## The problem

Seven valence configurations of indium were computed twice with scalar-relativistic PBE, once with all electrons and once with an ultrasoft pseudopotential built from the neutral atom in $4d^{10}5s^25p^1$. Each row holds two numbers. The excitation energy all-electron, $E$, is the total energy of the configuration minus that of this reference atom. The excitation error, $r$, is the all-electron value of that difference minus the pseudo-atom value, so a negative $r$ means that the pseudo-atom charges too much for the change. All rows are spherical and without spin polarisation: an open shell is an average with zero moment, not a doublet or quartet term, and a fractional occupation is a formal state. The task is to give each lettered row its configuration.

ld1.x 7.5, scalar-relativistic PBE: spherical In atom, all-electron and with an ultrasoft pseudopotential (core [Kr]; radii s 2.1, p 3.55, d 1.18 bohr; smoothed all-electron local potential; nonlinear core correction). Excitation energies are relative to the reference configuration 4d10 5s2 5p1, and errors are all-electron minus pseudo. Candidates: 4d10 5s2 5p1.3, 4d10 5s1 5p2, 4d10 5s2 5p0.5, 4d10 5s0 5p0, 4d10 5s0 5p3, 4d10 5s2 5p0, 4d10 5s1 5p0.

```tsv
row	excitation energy all-electron (eV)	excitation error (meV)
A	-0.53213	-0.05442
B	5.3631	-5.429
C	11.947	-13.54
D	5.8408	-3.020
E	52.918	-43.50
F	1.9403	-1.129
G	24.598	-16.61
```

## What sets the energy of a configuration

The 5s and 5p electrons move in the field of the nucleus, the krypton core, the 4d shell and each other. Taking a little charge out of a shell costs the binding energy of that shell's level. As charge leaves, the remaining electrons screen each other less and the levels sink, so each further bit costs more than the one before. Adding charge works the other way: the first bit gains the level energy and later bits gain less.

Moving an electron from 5s to 5p is different. The atom stays neutral, the screening lost with the 5s electron is largely given back by the new 5p electron, and the levels move little. Ionisation energies therefore climb steeply, while promotion energies nearly add. The 5s electron penetrates the core more, is bound more strongly and sits in a smaller orbital than 5p.

Janak's theorem puts this into a formula. The derivative of the Kohn-Sham energy with respect to an occupation $n_i$ is the level energy, $\partial E/\partial n_i=\varepsilon_i$. With $\Delta s$ and $\Delta p$ the changes of the 5s and 5p occupations from the reference, and $U_{ij}=\partial\varepsilon_i/\partial n_j$ the rate at which level $i$ rises as shell $j$ fills,

$$E \approx \varepsilon_s\Delta s+\varepsilon_p\Delta p+\tfrac12U_{ss}\Delta s^2+U_{sp}\Delta s\,\Delta p+\tfrac12U_{pp}\Delta p^2 .$$

The picture requires $\varepsilon_s<\varepsilon_p<0$ and positive $U_{ij}$, larger for the compact shell. The smooth upward curvature between whole electron numbers is a property of semilocal functionals such as PBE; the exact energy of an atom exchanging charge with a reservoir would be straight between integers. The fractional rows are useful here because they measure that curvature.

## Rows A and F

Only one candidate adds charge. Each of the others removes electrons or lifts them to a higher level and must cost energy. Row A, the one negative energy, is $5s^25p^{1.3}$. This is sure.

Row A also bounds the 5p level. The mean gain is $-0.53213/0.3=-1.774$ eV per electron, and with upward curvature the slope at the reference is steeper than this mean. Removing half an electron then costs more than about 0.9 eV, and removing a whole one costs more than twice what the half costs.

Row F, at 1.94 eV, is the smallest positive energy. It cannot be $5p^0$, since no smaller positive value is left for $5p^{0.5}$. It cannot be the doubly promoted atom or one of the higher ions, each of which lies above some other positive row. If it were the single promotion $5s^15p^2$, the double promotion should appear near 3.9 eV, and nothing does. Row F is $5s^25p^{0.5}$, also sure.

## A worked estimate: the 5p parabola

Rows A and F both have $\Delta s=0$, so they fix $\varepsilon_p$ and $U_{pp}$ exactly, two equations for two unknowns. Dividing $E=\varepsilon_p\Delta p+\tfrac12U_{pp}\Delta p^2$ by $\Delta p$ gives

$$\varepsilon_p+0.15\,U_{pp}=-1.7738\ \text{eV}\ \ (\text{A}),\qquad \varepsilon_p-0.25\,U_{pp}=-3.8806\ \text{eV}\ \ (\text{F}).$$

The difference is $0.40\,U_{pp}=2.1068$ eV, so $U_{pp}=5.267$ eV and $\varepsilon_p=-1.7738-0.790=-2.564$ eV. For the full removal, $\Delta p=-1$,

$$E=-\varepsilon_p+\tfrac12U_{pp}=2.5638+2.6335=5.197\ \text{eV}.$$

No row other than A and F entered, so this is a prediction for the first ionisation. It points at rows B and D and excludes C, G and E.

## Rows G, E and C

The same parabola taken to $\Delta p=-2$ gives $-2\varepsilon_p+2U_{pp}=15.7$ eV. That would be the price of In$^{2+}$ if the second electron were as loosely bound and as diffuse as a 5p electron. It is a 5s electron, deeper and more compact, so the real price is higher. Only G and E exceed 15.7 eV, and In$^{3+}$ must lie above In$^{2+}$. Row G is $5s^15p^0$ and row E is $5s^05p^0$.

Rows B, C and D remain for $5s^25p^0$, $5s^15p^2$ and $5s^05p^3$. The parabola has ruled out C as the ion. The second promotion costs energy as long as 5s stays below 5p, so the doubly promoted atom is the higher of the two promoted ones, and C is $5s^05p^3$. These three assignments are sure within the picture.

Looking for a factor of two between energies would not have found them. The ratio C/D is 2.045, but G/C is 2.059, E/G is 2.151 and C/B is 2.228. The bound from the parabola is what separates an ion from a promoted atom.

## The close pair B and D

One of B (5.363 eV) and D (5.841 eV) is the first ionisation and the other the $5s\to5p$ promotion. They differ by 0.478 eV, and no inequality orders them: it is an accident of indium at this level of theory that $|\varepsilon_p|+\tfrac12U_{pp}$ is close to $\varepsilon_p-\varepsilon_s$. The simple convexity test does not decide, since F is 0.362 of B and 0.332 of D, both between the quarter of a pure parabola and the half of a straight line. Three finer arguments are available.

The first is the miss of the parabola, which lies 0.166 eV below B and 0.643 eV below D. A miss of this sign is expected either way, because the orbital shrinks as the ion forms and $U_{pp}$ grows. Its size can be judged. A cubic term $c\,\Delta p^3$ leaves the parabola through $\Delta p=0.3$, $0$ and $-0.5$ short at $\Delta p=-1$ by $|c|\times1.3\times1\times0.5=0.65\,|c|$, and it changes the curvature by $6|c|$ per electron. Row B needs $6\times0.166/0.65=1.5$ eV per electron, row D needs 5.9. The curvature 5.27 eV belongs to the mean of the three points, $\Delta p\approx-0.07$, so at $\Delta p=-1$ it would reach $5.27+0.93\times1.5\approx6.7$ eV for B and $5.27+0.93\times5.9\approx11$ eV for D. The latter would exceed the 9 to 10 eV by which the third ionisation step exceeds the second (whichever of B and D is the ion), which is a curvature of the compact 5s shell in a more highly charged ion. That is implausible for 5p, and it favours B as the ion.

The second is the near additivity of promotions. For $\Delta s=-m$, $\Delta p=+m$ the expansion gives $E=m(\varepsilon_p-\varepsilon_s)+\tfrac12Km^2$ with $K=U_{ss}-2U_{sp}+U_{pp}$, the repulsion of the neutral difference density with itself. With D as the promotion, $K=11.947-2\times5.841=0.265$ eV; with B it is $11.947-2\times5.363=1.221$ eV. Both are small against $U$ values of 5 to 9 eV, so this argument leans towards D without settling the matter.

The third uses the errors, which should grow as the square of the change of occupation, for reasons given below. Doubling a step in a fixed direction should multiply $r$ by about four. With B as the ion the two doublings give $r_B/r_F=4.81$ and $r_C/r_D=4.48$; with the swap they give 2.67 and 2.49. The first pair means a square law with a correction that grows with distance from the reference. The second pair would need both errors to level off, or a large linear term that the construction is meant to remove.

As a global check, the five constants of the expansion were fitted by unweighted least squares to all seven energies for each of the 5040 ways of matching rows to candidates. Sixteen matchings give $\varepsilon_s<\varepsilon_p<0$ and positive $U_{ij}$. The best has B as the ion with an rms residual of 0.056 eV, the B/D swap follows at 0.077 eV, and the third is at 1.785 eV. The five sure rows are thus well separated from the alternatives, while five constants on seven values cannot tell B from D.

A tempting shortcut points the other way. The measured ionisation energy of indium is roughly 5.8 eV (a rough, recalled value), next to D. The calculation has neither spin polarisation nor spin-orbit coupling. Both would lower the open-shell $5p^1$ atom relative to closed-shell In$^+$ and raise the ionisation energy, plausibly by tenths of an eV, so a value below experiment is expected before the functional is blamed. The verdict is B for $5s^25p^0$ and D for $5s^15p^2$: probable, on three concurring arguments of unequal weight, but not sure.

## The labels

The rows with their labels:

```tsv
test configuration	test spin polarised	excitation energy all-electron (eV)	excitation error (meV)
4d10 5s2 5p0	no	5.3631	-5.429
4d10 5s1 5p0	no	24.598	-16.61
4d10 5s0 5p0	no	52.918	-43.50
4d10 5s2 5p1.3	no	-0.53213	-0.05442
4d10 5s0 5p3	no	11.947	-13.54
4d10 5s1 5p2	no	5.8408	-3.020
4d10 5s2 5p0.5	no	1.9403	-1.129
```

All seven assignments hold. The column test configuration gives the valence occupations, and test spin polarised reads no in every row. The parabola missed the first ionisation by 0.166 eV, about 3% of the value. The ionisation steps are 5.363, 19.235 and 28.320 eV: the large jump after the first step combines the change from 5p to 5s with the loss of screening, and the second jump is screening within 5s alone.

With the true labels the least-squares constants are $\varepsilon_s=-8.09$, $\varepsilon_p=-2.55$, $U_{ss}=8.81$, $U_{sp}=6.90$ and $U_{pp}=5.45$ eV. Their order is the expected one. The worst residual, 0.085 eV at the first ionisation, is far above the rounding of the energies (0.0005 eV at most) and marks the neglected cubic terms. The constants absorb part of these terms and trade against each other, so they are averages over a range of three units of charge and should not be read as levels of the neutral atom.

## Why the error starts at second order

The pseudo-atom obeys Janak's theorem too, with its own levels and curvatures. It is built so that its levels equal the all-electron ones in the reference configuration. Subtracting the two expansions cancels the linear terms and leaves

$$r\approx\tfrac12\,\delta U_{ss}\Delta s^2+\delta U_{sp}\Delta s\,\Delta p+\tfrac12\,\delta U_{pp}\Delta p^2,$$

where $\delta U_{ij}$ is the all-electron curvature minus the pseudo one. Small errors close to the reference, as in the two fractional rows, are thus built in and are weak evidence of quality.

Two standard effects add in $\delta U_{ij}$. The krypton core is frozen in the pseudopotential, whereas the all-electron core adjusts to the changed valence field. Relaxation can only lower an energy and gains nothing at the reference, so this part of $r$ is negative for any change and quadratic in it. The second effect is pseudisation: inside the cut-off radii the waves are replaced by smooth ones plus augmentation charges, which respond to a changed potential correctly only near the energies where they were matched. This part has no fixed sign. The model core charge and the smoothed augmentation charges add small terms of the same kind. All seven errors are negative, but this should not be read as the frozen core at work: the krypton core is deep and stiff, and the more easily deformed 4d shell is kept in the valence, so the frozen-core part is probably the smaller one, above all for changes of 5p alone. Each row gives only the sum; splitting it needs an all-electron calculation with the core held frozen, which was not done for these rows.

Both effects are local. Charge taken from a spherical shell outside the core region shifts the potential inside by a constant, which moves levels but deforms nothing. Only the part of the density change that lies inside the radii, here 2.1 bohr for s, 3.55 bohr for p and 1.18 bohr for d, together with the contraction of the remaining orbitals into that region, can produce an error. The net charge of the ion acts only through this contraction and is not by itself the controlling quantity.

The neutral rows show this directly. Promotion of one and two electrons gives $-3.02$ and $-13.54$ meV at zero charge, and the second is more than twice the error of In$^+$. The contrast with the energy is instructive. In $E$, the curvature along the promotion cancels to 0.265 eV out of several eV, because the long-range Coulomb repulsion hardly notices whether the electron is 5s or 5p. In $r$ the cancellation is much weaker, the single promotion keeping more than half the error of the first ionisation, because the inner shapes of 5s and 5p differ.

## How well the error law does

Three forms were fitted to all seven errors by unweighted least squares. The quadratic form gives $\delta U_{ss}=-12.3$, $\delta U_{sp}=-7.1$, $\delta U_{pp}=-8.8$ meV and an rms residual of 0.60 meV. A law in the net charge $q$ alone, $r=-4.73\,q^2$ meV, describes the charged rows to within 2.3 meV but gives zero for the neutral promotions, with an rms of 5.34 meV. Proportionality to the energy, $-0.81$ meV per eV, reaches 2.10 meV and has the wrong sign for the anion row. The quadratic form has three constants against one, so some of its advantage is freedom; the failure of the charge law on the neutral rows is independent of that.

The quadratic form is not exact. It misses In$^+$ by 1.05 meV, a fifth of that row's error, while the energies behind $r$ are resolved to $10^{-6}$ Ry, or 0.0136 meV. Along the three whole-charge cations a log-log straight line gives $|r|\propto q^{1.86}$, but this series turns from 5p to 5s removal after the first step, so the exponent mixes the three constants and is no clean test. The errors of the successive steps, $-5.4$, $-11.2$ and $-26.9$ meV, grow most in size at the third step. This is no sign against fixed curvatures: the first step empties 5p and the other two empty 5s, so the three constants could match any three such steps. In every row $|r|$ stays at or below about 1.13 meV per eV of excitation energy.

The two laws allow a guess for a neighbouring case. For In$^+$ in $5s^15p^1$, with $\Delta s=-1$ and $\Delta p=0$, they give $E\approx8.09+\tfrac12\times8.81=12.5$ eV and $r\approx\tfrac12\times(-12.3)\approx-6$ meV, both rough. No row removes 5s alone, and $U_{ss}$ is set mainly by the two highest ions, where the curvature is larger than in In$^+$; the energy can therefore be off by several tenths of an eV, more likely too high, which is well beyond the residuals quoted above.

## The irregular row

Along the 5p direction $r/\Delta p^2$ should be nearly constant. It is $-5.43$ meV for the full removal and $-4.52$ meV for the half, but only $-0.60$ meV for the addition of 0.3 electron. A form with square and cubic terms, fixed exactly by the two removal rows, predicts $-0.275$ meV for the addition against the computed $-0.054$ meV. The computed value is four units of the resolution and good to one figure, yet the gap of 0.22 meV is some sixteen units and is real.

One simple cause can be ruled out. A leftover mismatch of the 5p levels would add a linear term of opposite sign for addition and removal, but closing the gap this way takes about 0.35 meV. In the reference configuration the two 5p levels agree to $10^{-5}$ Ry, or about 0.14 meV, which is too close. A possible cause that remains is that the weakly bound 5p orbital of the partly charged anion spreads outward, away from the region where errors arise, so that a square and a cubic term no longer suffice. This is a guess, which three points along this direction cannot test. The row is a reminder that the factor of four used for B and D is a tendency, which is why that pair was not called sure.

## What small errors do not clear

These rows test the 5s and 5p levels near their reference shape, always with $4d^{10}$ full, and say nothing about a change of the 4d occupation. The same calculation shows faults that they cannot see. The potential binds a spurious s state at $-625.7$ eV, about $-46$ Ry. The rows follow the intended 5s and 5p states and leave this ghost empty, whereas a solver that fills the lowest levels would occupy it. It also lies far below $-3$ Ry, the lowest energy at which scattering phases were compared, so good phases there do not remove it. Steps of $\pi$ at narrow ghost or core levels were moreover added to the phases at the known level energies, so such steps are no independent check. The search for ghosts was itself flagged as not conclusive, and further ones cannot be excluded. A deep local potential under a separable projector form is a standard source of such states; the small local radius of 0.9 bohr makes this a reasonable guess here.

The overlap operator has a lowest eigenvalue of $-0.0049$. It should be positive, and a negative value can break the generalised eigenvalue problem of a plane-wave calculation. The negative value belongs to the p channel, while the overlap in s is positive. In a spherical atom the channels do not mix, so this is a second defect, separate from the s ghost. The run also warns that the overlap is not known to be positive in a channel, so the list of defects may not be complete. The p scattering phase, compared at 3.865 bohr, is right to 0.0003 rad up to 0.36 Ry, the range that contains the bound level and the second p wave at 0.15 Ry, but is off by more than a quarter of a radian at 1.8 Ry. Errors of a thousandth of the excitation energy in the atom therefore coexist with defects that make this potential unsafe for a solid. Its settings were drawn at random, in a set where many potentials are poor on purpose, so the defects are no verdict on ultrasoft potentials for indium in general. Even for a sound potential, atomic tests like these do not give the error in a solid.
